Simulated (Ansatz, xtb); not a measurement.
## Two isomers of BFH6N2O

We compare I, `NO[B@H-]([NH3+])F`, a singlet, with II, `N[NH2+][B@H-](O)F`, a singlet. Both are isolated molecules in the gas phase, relaxed with PBE0-D3(BJ)/def2-SVP; the shapes shown needn't be the lowest conformers.

I (Å):

```yaml
atoms:
  - { symbol: B, position_ang: [0.2615, 0.0481, 0.9440] }
  - { symbol: F, position_ang: [1.4165, -0.1047, 1.7122] }
  - { symbol: N, position_ang: [1.4208, 0.9077, -0.8892] }
  - { symbol: N, position_ang: [-0.0899, 1.6432, 1.1491] }
  - { symbol: O, position_ang: [0.4882, -0.0682, -0.4715] }
  - { symbol: H, position_ang: [2.3527, 0.5076, -0.7439] }
  - { symbol: H, position_ang: [1.3025, 0.9575, -1.9010] }
  - { symbol: H, position_ang: [-0.6920, -0.6364, 1.2830] }
  - { symbol: H, position_ang: [0.1383, 1.9869, 2.0799] }
  - { symbol: H, position_ang: [0.5580, 2.0414, 0.4388] }
  - { symbol: H, position_ang: [-1.0536, 1.8746, 0.9171] }
```

II (Å):

```xyz
11

B    -1.9038    2.2522    0.0397
F    -2.1273    2.9029    1.2482
N     0.0297    0.7388   -0.8021
N    -0.5726    1.3006    0.3687
O    -1.4802    3.1033   -1.0164
H    -0.6903    0.1284   -1.1966
H     0.0334    1.5354   -1.4498
H    -0.8060    0.5443    1.0158
H     0.1396    1.8608    0.8470
H    -2.7611    1.4286   -0.2811
H    -1.3098    3.9860   -0.6741
```

Quicker runs give these differences E(II) − E(I): GFN2-xTB −0.643 eV; HF/STO-3G +0.040 eV (at GFN2-xTB geometries); r2SCAN-D4/def2-SVP −0.505 eV (at GFN2-xTB geometries).

Question: Which of the two would you expect CCSD(T)/def2-SVP + ΔMP2/def2-TZVPP electronic energies to favour?

Answer: Structure II; the calculation gives E(II) − E(I) = −0.599 eV.

How the difference moves with the method:

| level | geometry | E(II) − E(I) (eV) | departure from the last row (eV) | job, with rough time for the two |
| --- | --- | --- | --- | --- |
| GFN2-xTB | GFN2-xTB | −0.643 | −0.044 | optimisation, 0.21 s |
| HF/STO-3G | GFN2-xTB | +0.040 | +0.639 | single point, 0.24 s |
| r2SCAN-D4/def2-SVP | GFN2-xTB | −0.505 | +0.094 | single point, 3.1 s |
| PBE0-D3(BJ)/def2-SVP | PBE0-D3(BJ)/def2-SVP | −0.541 | +0.058 | optimisation, 38 s |
| HF/def2-SVP | PBE0-D3(BJ)/def2-SVP | −0.676 | −0.077 | part of the CCSD(T) run |
| MP2/def2-SVP | PBE0-D3(BJ)/def2-SVP | −0.631 | −0.032 | part of the CCSD(T) run |
| CCSD(T)/def2-SVP | PBE0-D3(BJ)/def2-SVP | −0.594 | +0.005 | single point |
| CCSD(T)/def2-SVP + ΔMP2/def2-TZVPP | PBE0-D3(BJ)/def2-SVP | −0.599 |  | single point, 29 s |

As drawn, II has 1 N–N, 1 O–H in place of 1 N–O, 1 N–H.

HF/STO-3G puts the two in the other order. The largest departure from CCSD(T)/def2-SVP + ΔMP2/def2-TZVPP is that of HF/STO-3G, 0.639 eV. The last row adds to CCSD(T) the change of the MP2 difference between the two basis sets, here −0.005 eV.

With harmonic frequencies from PBE0-D3(BJ)/def2-SVP (ideal gas, rigid rotor, one conformer each, 298.15 K, 1 atm): the zero-point term adds +0.005 eV; ΔH is −0.583 and ΔG −0.613 eV.

The correlated steps freeze 5 core orbitals. Run with Ansatz 0.2.0, xtb 6.7.1; the last row on 2 threads of Arm Neoverse V2 on a shared host.

Structure II is clearly the more stable of the two conformers computed, and neither the thermal terms nor electron correlation threatens that order. Both isomers keep a four-coordinate boron with B–F, B–O and B–H bonds and a dative B–N bond, so the preference probably arises mainly from exchanging an N–H bond for a stronger, more polar O–H bond. The N–O and N–N links are both weak single bonds, strained by repulsion between adjacent lone pairs, and largely offset each other; in II, donation to boron ties up one of the hydrazine lone pairs, which should ease that repulsion. Isomer I recovers part of the deficit through an internal hydrogen bond from its ammine group to the terminal nitrogen.

The reversal with HF/STO-3G points to the minimal basis rather than missing correlation, since Hartree–Fock in the larger basis favours II even more strongly than CCSD(T) does. The energy difference says nothing about whether either adduct resists losing its nitrogen donor.
